Each nucleus in a molecule sits inside a cloud of electrons that a magnetic field sets circulating. The currents produce a small field of their own, and the shielding σ tells by how many millionths they weaken the applied field at the nucleus. Silicon NMR uses differences in shielding to tell one chlorosilane from the next. A calculation can help with such an assignment only if its errors in these differences are smaller than the differences themselves.

The table holds one molecule in one geometry, treated with one functional. Only the basis changes, that is, the set of functions from which the orbitals are built. The columns σ C1, σ Si2, σ Cl3 and σ H6 give the shieldings of carbon, silicon, chlorine and hydrogen.

Isotropic GIAO shieldings σ and HOMO-LUMO gap of methyltrichlorosilane, SMILES C[Si](Cl)(Cl)Cl, from non-relativistic PBE0 calculations in PySCF 2.14.0 with density fitting, for the gas phase at the PBE0-D3(BJ)/def2-SVP geometry. Atoms are numbered in SMILES order, hydrogens after the heavy atoms; shieldings of equivalent atoms are averaged.

```
functional        basis  σ C1 (ppm)  σ Si2 (ppm)  σ Cl3 (ppm)  σ H6 (ppm)  HOMO-LUMO gap (eV)
      PBE0     IGLO-III       171.2        316.6        799.2       30.45                9.21
      PBE0  aug-cc-pVDZ       184.0        388.4        829.3       30.31                8.75
      PBE0      cc-pVDZ       185.4        378.0        841.4       30.48                9.34
      PBE0      cc-pVTZ       175.6        327.9        816.0       30.35                9.29
      PBE0     pcSseg-0       180.2        237.0        840.1       31.82                9.06
```

Between cc-pVDZ and cc-pVTZ the silicon shielding falls by 50 ppm, while that of hydrogen changes by about 0.1 ppm. Since the molecule is the same, the difference is an error of the description and has no chemical origin. The problem is to find out what the smaller basis describes badly.

(a) The shielding is the sum of two parts. The diamagnetic part comes from the charge circulating around the nucleus as a whole, and in silicon the tightly bound core electrons supply most of it. The paramagnetic part arises because the field mixes occupied orbitals with empty ones; the resulting currents usually lower the shielding of heavier nuclei. For silicon, the diamagnetic part is 881.4 ppm with cc-pVDZ and 882.5 ppm with cc-pVTZ. Which part carries the change?

Solution. Subtracting the diamagnetic part from the total leaves the paramagnetic one:

cc-pVDZ: 378.0 − 881.4 = −503.4 ppm
cc-pVTZ: 327.9 − 882.5 = −554.6 ppm

The paramagnetic part grows in size by 51 ppm, while the diamagnetic part shifts by only 1 ppm. The same holds across the whole table: over the five sets the diamagnetic part of silicon varies by 7 ppm and the paramagnetic part by 149 ppm. The diamagnetic part is therefore described consistently enough, and nearly all of the change appears in the paramagnetic part. That part depends both on the occupied orbitals and on how the field mixes them with empty ones.

This division is a bookkeeping device that itself depends on the basis. For silicon and chlorine it is steady enough to use. For carbon, the diamagnetic part drops from 246 to 191 ppm when diffuse functions are added to cc-pVDZ, yet the total changes by little more than 1 ppm. Carbon is therefore best judged by its total shielding.

(b) Mixing with empty orbitals is easier when they lie close in energy. This suggests a simple explanation: the basis changes the HOMO-LUMO gap, the distance between the highest occupied and the lowest empty orbital, and a smaller gap gives a larger paramagnetic part. Does the gap account for the silicon values?

Solution. In perturbation theory each pair of an occupied and an empty orbital contributes a coupling strength divided by an excitation energy. If one typical energy ΔE replaces them all, the sum becomes

σ(para) ≈ −A / ΔE

Here A collects the coupling strengths, including a weight 1/r³ that favours the region close to the nucleus, r being the distance from it. The proposed explanation makes two further assumptions: that ΔE is the HOMO-LUMO gap, and that A stays the same in every basis. The cc-pVDZ result then fixes A and the rule predicts the other four rows. For aug-cc-pVDZ it gives

σ(para) ≈ −503.4 ppm × 9.34 / 8.75 = −537.3 ppm

The rule thus asks for a paramagnetic part about 34 ppm stronger. The calculation makes it about 15 ppm weaker. The basis with the smallest gap in the table has the weakest paramagnetic part at silicon, the reverse of what the explanation requires.

The step to cc-pVTZ exposes the same weakness from the other side. The gap hardly changes, so the rule allows a change of only 3 ppm, against the 51 ppm found in part (a). Chlorine does follow the direction of the rule in aug-cc-pVDZ, but its change on going to cc-pVTZ is again far too large for the gap to explain. The printed output gives this comparison for every basis, in the row order of the table.

Theory offers a possible reason for the failure with aug-cc-pVDZ. Diffuse functions reach far out from the atoms and can let the lowest empty orbital spread into the space around the molecule. Its energy falls from +0.24 to −0.44 eV, while the highest occupied orbital moves by only about 0.1 eV. An orbital spread out in this way has little amplitude near the silicon nucleus, where the 1/r³ weight is large, so it should contribute little to the current that matters. The gap can then shrink without strengthening the paramagnetic part. The shape of this orbital was not examined, so this remains an argument.

(c) Two explanations remain. The small basis may lack reach, so that the outer tails of the orbitals are cut short. Or it may lack freedom closer in, so that the valence orbitals cannot adjust their shape near the nuclei when the field acts on them. Which one fits the silicon values better, and what does this mean for the choice of basis?

Solution. The table contains a direct comparison. Adding diffuse functions to cc-pVDZ supplies reach and raises the silicon shielding by 10 ppm. Going to cc-pVTZ instead supplies more functions for the valence shell and more polarisation functions, which let the charge deform in new directions; this lowers the shielding by 50 ppm. IGLO-III, a basis designed for magnetic properties, lies on the same side as cc-pVTZ. For silicon, then, reach alone does not bring the small basis closer to the two larger ones. At chlorine it does help: diffuse functions lower the shielding by 12 ppm, about half of the change found with cc-pVTZ.

The silicon values thus favour the explanation by freedom closer in, and the physics makes it plausible. The field tries to turn the valence p orbitals around the nucleus, which mixes them with empty orbitals that point in other directions. Even the small basis has p functions in every direction, but it leaves the orbitals little freedom to take their best shape close to the nucleus. The response can then be held back, and the paramagnetic part comes out too weak. Because cc-pVTZ adds valence and polarisation functions together, the comparison does not tell which kind matters more.

The electric field gradient at the nucleus offers a further test. It measures how unevenly the charge is arranged when no magnetic field acts, with the same 1/r³ weight. From aug-cc-pVDZ to cc-pVTZ it grows by 13 % at silicon, as does the paramagnetic part. At chlorine the gradient stays the same, yet the paramagnetic part still grows by 5 %. A changed charge distribution may thus be part of the story at silicon. The similar percentages prove little, though: the contributions of four nearly tetrahedral bonds largely cancel in the gradient, so a small shift of charge can change it noticeably. The chlorine result suggests that the response itself matters too, although one steady gradient does not prove that the occupied orbitals are unchanged.

This picture also suggests why the nuclei differ so much in sensitivity. If a restricted basis loses a similar fraction of the response everywhere, the loss in ppm is greatest where the paramagnetic part is large. From cc-pVDZ to cc-pVTZ that part grows by 10 % at silicon; the same percentage would change chlorine by −31 ppm, and the calculation gives −25 ppm. Hydrogen has no occupied p shell of its own to turn, and its shielding hardly moves. The estimate is useful only for the step to the two larger sets: it gives the wrong direction for chlorine when diffuse functions are added, and it fails for pcSseg-0.

That last basis has a different defect. It has no d functions, and its silicon shielding lies 141 ppm below the cc-pVDZ value, far beyond the two larger sets. The same basis gives the molecule a dipole moment of 2.94 D, against 1.86 to 2.27 D with the other four, so it describes the charge distribution poorly as well. The missing d functions are a likely cause of both faults, but no calculation here tests this. The carbon and chlorine shieldings from this basis look quite ordinary, so a reasonable result for one nucleus is no guarantee for its neighbour.

For practical work, the basis should be tested on the nucleus of interest, and steady hydrogen values are no substitute for that test. Even the two larger sets still differ by 11 ppm for silicon and 17 ppm for chlorine, so neither can be taken as the converged answer. A chemical shift is the difference from a reference compound treated in the same way, and some of the basis error may cancel there. Comparison with a measured spectrum also needs the spin-orbit effect of the chlorine atoms, which these non-relativistic shieldings leave out.

Printed output of the fit:

```
Change of total shielding from cc-pVDZ in ppm:
   row      C     Si     Cl      H
  PBE0  -14.2  -61.4  -42.2  -0.03
  PBE0   -1.4   10.4  -12.1  -0.17
  PBE0      0      0      0      0
  PBE0   -9.8  -50.1  -25.4  -0.13
  PBE0   -5.2   -141   -1.3   1.34
Paramagnetic and diamagnetic parts in ppm:
   row  Si_para  Si_dia  Cl_para  Cl_dia  C_para  C_dia
  PBE0   -563.8   880.4   -349.8    1149  -82.34  253.5
  PBE0   -488.9   877.3   -315.6    1145  -6.908  190.9
  PBE0   -503.4   881.4   -306.6    1148  -60.81  246.2
  PBE0   -554.6   882.5   -331.2    1147  -69.79  245.4
  PBE0   -638.2   875.2   -305.6    1146  -81.53  261.7
Change of paramagnetic part from cc-pVDZ in ppm:
   row  Si_gap_rule  Si_computed  Cl_gap_rule  Cl_by_Si_growth  Cl_computed  Si_growth_percent
  PBE0       -7.105       -60.48       -4.327           -36.83       -43.19              12.01
  PBE0       -33.94         14.5       -20.67            8.832       -8.989             -2.881
  PBE0            0            0            0                0            0                  0
  PBE0       -2.709       -51.29        -1.65           -31.24       -24.64              10.19
  PBE0       -15.56       -134.9       -9.475           -82.15        0.954               26.8
Range of Si shielding over all five sets (ppm): 151.4
Range of Si shielding over the four polarised sets (ppm): 71.8
Range of Si paramagnetic part over all five sets (ppm): 149.4
Range of Si diamagnetic part over all five sets (ppm): 7.314
Range of H shielding over the four polarised sets (ppm): 0.17
Si field gradient, growth from aug-cc-pVDZ to cc-pVTZ (percent): 12.83
Cl field gradient, growth from aug-cc-pVDZ to cc-pVTZ (percent): 0.01918
Si paramagnetic part, growth from aug-cc-pVDZ to cc-pVTZ (percent): 13.46
Cl paramagnetic part, growth from aug-cc-pVDZ to cc-pVTZ (percent): 4.96
C shielding, IGLO-III less cc-pVTZ (ppm): -4.4
Si shielding, IGLO-III less cc-pVTZ (ppm): -11.3
Cl shielding, IGLO-III less cc-pVTZ (ppm): -16.8
```
